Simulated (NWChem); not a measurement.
singlet SiH3SO+: a scaling law for B3LYP

The species is SiH3SO+ (6 atoms), meant as a singlet with charge +1. SMILES of the parent species: `O[SiH2][S]`. The coordinates come from a PBE0-D4/def2-TZVP relaxation. This is one conformer, not always the lowest. That shape belongs to the parent species and isn't relaxed for this state.

B3LYP, energy, NWChem 7.3.0, on 1 thread of Intel Xeon Platinum 8488C (Sapphire Rapids), shared host. N is the number of basis functions, t the processor time.

| basis | N | t (s) | ln N | ln t |
| --- | --- | --- | --- | --- |
| 6-31G(d) | 56 | 17 | 4.025 | 2.833 |
| 6-31+G(d) | 68 | 19 | 4.220 | 2.944 |
| 6-311+G(d,p) | 100 | ? | 4.605 | ? |
| 6-311++G(2d,2p) | 127 | 44 | 4.844 | 3.784 |

Fit t = C·Nᵖ to the known rows and estimate the time in 6-311+G(d,p).


1. Means of the 3 rows: ln N = 4.36300, ln t = 3.1870.
2. Σ(Δln N)² = 0.36605, Σ(Δln N·Δln t) = 0.44156, so the slope is 0.44156/0.36605 = 1.2063.
3. Intercept: 3.1870 − (1.2063) × 4.36300 = -2.0761. The largest residual of the fit is 0.070.
4. ln t = -2.0761 + 1.2063 × 4.605, so t ≈ 32 s.

The run took 29 s, so the estimate is too long by a factor of about 1.1. The fitted power is 1.2, with the electron count fixed. The times don't lie on a line: the count of functions alone doesn't set the cost here, and shared hosts add noise. SCF iterations also vary, from 14 to 17.

The time grows only slightly faster than the number of basis functions, far below the formal quartic growth of the two-electron integrals in a hybrid functional. In a cation this small, fixed setup and the exchange-correlation quadrature probably take a large share of the run. For a given grid, the quadrature grows more slowly with the basis than the integral work does.

With the measured 29 s included, the local slope steepens at each step from 56 to 127 functions. A single power law fitted across such an upward curve tends to overshoot in the middle, which is where the estimate of 32 s errs. This suggests a gradual shift towards integral-dominated cost, although the basis sets also differ in contraction and in their share of diffuse and polarization functions, which alter the cost per function.

The fitted power is therefore an effective exponent for this narrow range, useful for interpolation but likely to underestimate the time in much larger basis sets. It says nothing about how the cost would grow with the size of the molecule.
